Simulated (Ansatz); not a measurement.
# Decay constant of the tunnelling density against sample bias for Li (LDA) and Pb (PBE) overlayers on Cu(110)

The usual rule of thumb says that the tunnelling density decays as the highest state in the bias window does, with κ₀ = 0.5123·√(Φ − E). By that rule κ should stay constant for filled states, whose window always ends at the Fermi level, and fall with bias for empty states. I put this to the test on two ordered overlayers on Cu(110), one of Li and one of Pb. The matter is practical, because κ sets how fast the current of a scanning tunnelling microscope changes with height, and work functions are often read from that change. The calculated κ comes from the planar mean density between 3 and 5 Å above the top atom, and I measure it against κ₀ of the window top.

## Set-up

Ansatz 0.2.0, plane-wave Kohn-Sham DFT with its default PAW datasets at cutoffs of 420 eV, level as listed. Slabs and stacks are built by hand and relaxed; a single point with 17 to 18 Å of vacuum, a dipole correction, Fermi-Dirac smearing of 0.05 eV and meshes of 8 to 16 points along the first in-plane vector gives the density of the states between the Fermi level and the sample bias. Its planar mean n(z) is fitted as exp(−2κz) between 3 and 5 Å above the top atom. Spin-paired, no spin-orbit coupling.

Notes on method and selection:

- A free electron at the Fermi level with no momentum along the surface decays with κ₀ = 0.5123·√Φ Å⁻¹, Φ in eV; momentum along the surface raises κ, and the slow approach of the potential to the vacuum level lowers it.
- The tip is left out (Tersoff-Hamann).
- Slabs this thin have discrete subbands, so κ depends on which of them fall in the window.
- Windows narrower than 0.1 V hold too few states on these meshes and are not listed; a blank corrugation was not computed at that height.
- Runs in which the search for lower states was switched off are not listed.
- Work functions and vacuum levels are read from the electrostatic potential (Hartree and local ionic parts), which a warning of a rough exchange-correlation potential in thin density does not concern.
- Sites and patterns name the starting structure; atoms can leave their sites in the relaxation.
- The default PAW datasets of this version of Ansatz are the set soft_2.
- Runs that did not converge, have known faults or may not be shown are not listed, and runs on Ansatz's PAW sets soft_1 and soft_2 are kept to separate tables.

Columns:

- bias (V): sample bias; negative images filled states.
- κ₀ of window top (Å⁻¹): 0.5123·√(Φ − E) for the highest energy E in the window, from the Fermi level.
- κ (Å⁻¹): decay constant κ of the window's density.
- corrugation (Å): corrugation at constant current, set to the mean density at the first listed height.

## Computed values

```
member  surface                                                    bias (V)  κ₀ of window top (Å⁻¹)  κ (Å⁻¹)  corrugation (Å)
−2 V    Cu(110)-(1x2)-Li, longbridge site (LDA, Φ 3.01 eV, 2.5 Å)  −2.0      0.889                   1.084    0.992
−1 V    Cu(110)-(1x2)-Li, longbridge site (LDA, Φ 3.01 eV, 2.5 Å)  −1.0      0.889                   ?        ?
−0.3 V  Cu(110)-(1x2)-Li, longbridge site (LDA, Φ 3.01 eV, 2.5 Å)  −0.3      0.889                   1.080    1.242
+0.3 V  Cu(110)-(1x2)-Li, longbridge site (LDA, Φ 3.01 eV, 2.5 Å)  0.3       0.844                   0.847    –
+1 V    Cu(110)-(1x2)-Li, longbridge site (LDA, Φ 3.01 eV, 2.5 Å)  1.0       0.727                   0.858    –
+2 V    Cu(110)-(1x2)-Li, longbridge site (LDA, Φ 3.01 eV, 2.5 Å)  2.0       0.516                   0.698    –
−1 V    Cu(110)-(2x1)-Pb, longbridge site (PBE, Φ 3.72 eV, 3.5 Å)  −1.0      0.988                   ?        ?
−0.5 V  Cu(110)-(2x1)-Pb, longbridge site (PBE, Φ 3.72 eV, 3.5 Å)  −0.5      0.988                   1.106    0.498
−0.1 V  Cu(110)-(2x1)-Pb, longbridge site (PBE, Φ 3.72 eV, 3.5 Å)  −0.1      0.988                   1.056    0.508
+0.1 V  Cu(110)-(2x1)-Pb, longbridge site (PBE, Φ 3.72 eV, 3.5 Å)  0.1       0.975                   1.075    0.255
+0.5 V  Cu(110)-(2x1)-Pb, longbridge site (PBE, Φ 3.72 eV, 3.5 Å)  0.5       0.919                   0.938    0.668
+1 V    Cu(110)-(2x1)-Pb, longbridge site (PBE, Φ 3.72 eV, 3.5 Å)  1.0       0.845                   0.957    0.677
```

Cells marked ? are withheld until the estimate has been made.

## Mechanism

Every κ shown lies above its κ₀, but by very unequal amounts. On the Li overlayer the excess is 1.080 − 0.889 = 0.191 Å⁻¹ at −0.3 V and only 0.847 − 0.844 = 0.003 Å⁻¹ at +0.3 V. Crossing the Fermi level thus lowers κ by 0.233 Å⁻¹, while κ₀ drops by 0.045 Å⁻¹.

The depth of the filled states does not explain this. Even a state at the bottom of the −0.3 V window would decay with 0.5123 × √(3.01 + 0.3) = 0.932 Å⁻¹ if it had no momentum along the surface. Such momentum raises the decay constant, in the simplest form as

$$\kappa=\sqrt{\kappa_0^2+k_\parallel^2},$$

and it has the right sign; the slow approach of the potential to the vacuum level works the other way. On Li I therefore take the filled states near the Fermi level to carry considerable lateral momentum, and those just above it to carry little. Pb shows no such drop at the Fermi level: κ is 1.056 Å⁻¹ at −0.1 V and 1.075 Å⁻¹ at +0.1 V. The strong corrugation at −0.3 V, 1.242 Å, fits a density with large lateral Fourier components.

For empty states the expected fall is there from end to end, but it is not steady. On Li, κ drops by 0.847 − 0.698 = 0.149 Å⁻¹ from +0.3 to +2 V, less than half the drop of 0.328 Å⁻¹ in κ₀, and it rises slightly at +1 V. On Pb it falls from 1.075 to 0.938 Å⁻¹ between +0.1 and +0.5 V, then rises to 0.957 Å⁻¹ at +1 V. A new subband entering the window with more lateral momentum could cause such a rise, since slabs this thin have discrete subbands.

The two overlayers differ in functional as well as in metal, so I read each series by itself and do not assign the differences between them to Li or Pb.

## Predicting the missing value

Plain estimates from the members shown:

- −1 V (Cu(110)-(1x2)-Li, longbridge site (LDA, Φ 3.01 eV, 2.5 Å)), straight-line interpolation between −2 V and −0.3 V: w = (−1.0 − (−2.0)) / (−0.3 − (−2.0)) = 0.588, so 1.084 + 0.588 × (1.080 − 1.084) = 1.082 Å⁻¹

I choose the straight line between the two filled-state neighbours of the −1 V window on Li, which gives 1.082 Å⁻¹. All three windows end at the Fermi level and share κ₀ = 0.889 Å⁻¹, so the barrier at the window top gives no reason for a shift. Widening the window from −0.3 to −1 V adds deeper states, which decay faster at equal lateral momentum, but they may carry less of it. These effects oppose each other, and I have no column from which to size their balance, so I leave the value unshifted.

Tried on the Li window at +1 V, the same route has the weight (1.0 − 0.3) / (2.0 − 0.3) = 0.412 and gives 0.847 + 0.412 × (0.698 − 0.847) = 0.786 Å⁻¹, which misses the calculated value by 0.858 − 0.786 = 0.072 Å⁻¹. That is a harsher case, because the window top moves with bias there. On the filled side the added states decay faster at equal lateral momentum, so those near the Fermi level should keep much of their weight far out and hold κ more nearly fixed.

For the error bar I therefore use the changes between filled windows of one surface: 0.004 Å⁻¹ on Li and 0.050 Å⁻¹ on Pb. Their root mean square is √((0.004² + 0.050²)/2) = 0.035 Å⁻¹, which I round up to 0.04 Å⁻¹. With only two such pairs, this width is itself uncertain.

**Committed estimate, −1 V (Cu(110)-(1x2)-Li, longbridge site (LDA, Φ 3.01 eV, 2.5 Å)): κ = 1.08 ± 0.04 Å⁻¹.**

## Outcome

```
member  surface                                                    bias (V)  κ₀ of window top (Å⁻¹)  κ (Å⁻¹)  corrugation (Å)
−1 V    Cu(110)-(1x2)-Li, longbridge site (LDA, Φ 3.01 eV, 2.5 Å)  −1.0      0.889                   1.098    1.023
−1 V    Cu(110)-(2x1)-Pb, longbridge site (PBE, Φ 3.72 eV, 3.5 Å)  −1.0      0.988                   1.133    0.613
```

```
member                                                            estimate       κ (Å⁻¹)  computed  estimate − computed  miss in error bars
−1 V (Cu(110)-(1x2)-Li, longbridge site (LDA, Φ 3.01 eV, 2.5 Å))  committed      1.080    1.098     −0.018               0.5
−1 V (Cu(110)-(1x2)-Li, longbridge site (LDA, Φ 3.01 eV, 2.5 Å))  interpolation  1.082    1.098     −0.016
```

The estimate of 1.08 ± 0.04 Å⁻¹ was 0.018 Å⁻¹ too low, about half an error bar. The plain interpolation, from which I differed only by rounding, missed by 0.016 Å⁻¹.

The argument that κ changes little between filled windows held on Li, where the three values span 1.098 − 1.080 = 0.018 Å⁻¹. It does not carry over to Pb, where κ climbs by 1.133 − 1.056 = 0.077 Å⁻¹ from −0.1 to −1 V.

For the filled states, the case for lateral momentum is stronger now. Without it, a state at the very bottom of the −1 V window on Li would decay with 0.5123 × √(3.01 + 1.0) = 1.026 Å⁻¹, still below the computed 1.098 Å⁻¹. The same comparison comes out the same way for every filled window except −2 V on Li. For the states just above the Fermi level on Li, I went too far in inferring little lateral momentum. The drop in κ from −0.3 to +0.3 V points to less of it than in the filled states, but not to how much is left, because the slow approach of the potential to the vacuum level lowers κ and can hide part of its effect.

I was wrong to use the corrugation as support. From −0.3 to −1 V on Li it falls from 1.242 to 1.023 Å while κ rises slightly. The empty windows on Li are blank in the table because their corrugation was computed only at a greater height; at that height the +0.3 V window is more strongly corrugated than the −0.3 V one, although its κ is much lower. On Pb, too, the corrugation is 0.668 Å at +0.5 V against 0.255 Å at +0.1 V, while κ is lower at +0.5 V. Corrugation comes from interference between lateral components, and a fairly weak component can cause a strong one, so it does not measure the lateral momentum that sets κ.

## Outliers

I take as the trend that κ exceeds κ₀ of the window top, on average by 0.12 Å⁻¹ over the twelve rows. Two empty-state windows fall well short of that: +0.3 V on Li, with an excess of 0.003 Å⁻¹, and +0.5 V on Pb, with 0.938 − 0.919 = 0.019 Å⁻¹.

A possible reason is that the density far out comes from states with less momentum along the surface than in the other windows. I have no split of the density by lateral momentum to test this. Nor does a small excess mean that such momentum is nearly absent: the slow approach of the potential to the vacuum level lowers κ in every window, and in these two it may almost cancel what lateral momentum adds. Both windows are clearly corrugated, so lateral components are present in them. With slabs this thin, the position of a subband edge may belong to the slab rather than to a thick crystal.

On the high side stands −1 V on Li, with 1.098 − 0.889 = 0.209 Å⁻¹. Its two filled-state neighbours have nearly the same excess, so this is a feature of the filled states on that slab and not of one bias.

## Conclusions

On both slabs the filled states decay faster than most of the empty ones, and κ₀ of the window top gives only the rough course. Adding 0.12 Å⁻¹ to it, an offset taken from these same rows, reproduces them with a typical miss of 0.07 Å⁻¹, against a scatter of 0.14 Å⁻¹ about the mean κ (both as sample standard deviations). Interpolation between windows of one slab misses by about 0.02 Å⁻¹ for filled states and 0.07 to 0.08 Å⁻¹ for empty ones.

In practice, a work function read from the decay as (κ/0.5123)² would be (1.080/0.5123)² = 4.4 eV at −0.3 V on Li and (0.847/0.5123)² = 2.7 eV at +0.3 V, while Φ is 3.01 eV. The first figure is far too high. The second agrees with the barrier at the window top, 3.01 − 0.3 = 2.71 eV, but this does not confirm the rule for empty states, since opposing effects may cancel there. At +1 V on Li the agreement is gone: κ is 0.858 Å⁻¹ against a κ₀ of 0.727 Å⁻¹, so the same reading would put the barrier well above its value at the window top.

The omitted tip matters most at high bias. With a tip of equal work function, its field raises the mean barrier for the top empty states by half the bias. At +2 V on Li that is 1 eV, which takes the decay constant without lateral momentum from 0.516 Å⁻¹ to 0.5123 × √(3.01 − 2.0 + 1.0) = 0.726 Å⁻¹. For filled states near the Fermi level the field lowers the mean barrier, and with it κ.

[Logs are printed without paths, hosts, clocks, repeated set-up lines and the standing remarks that a program may print on its own settings, such as how far it seeks lower states.]
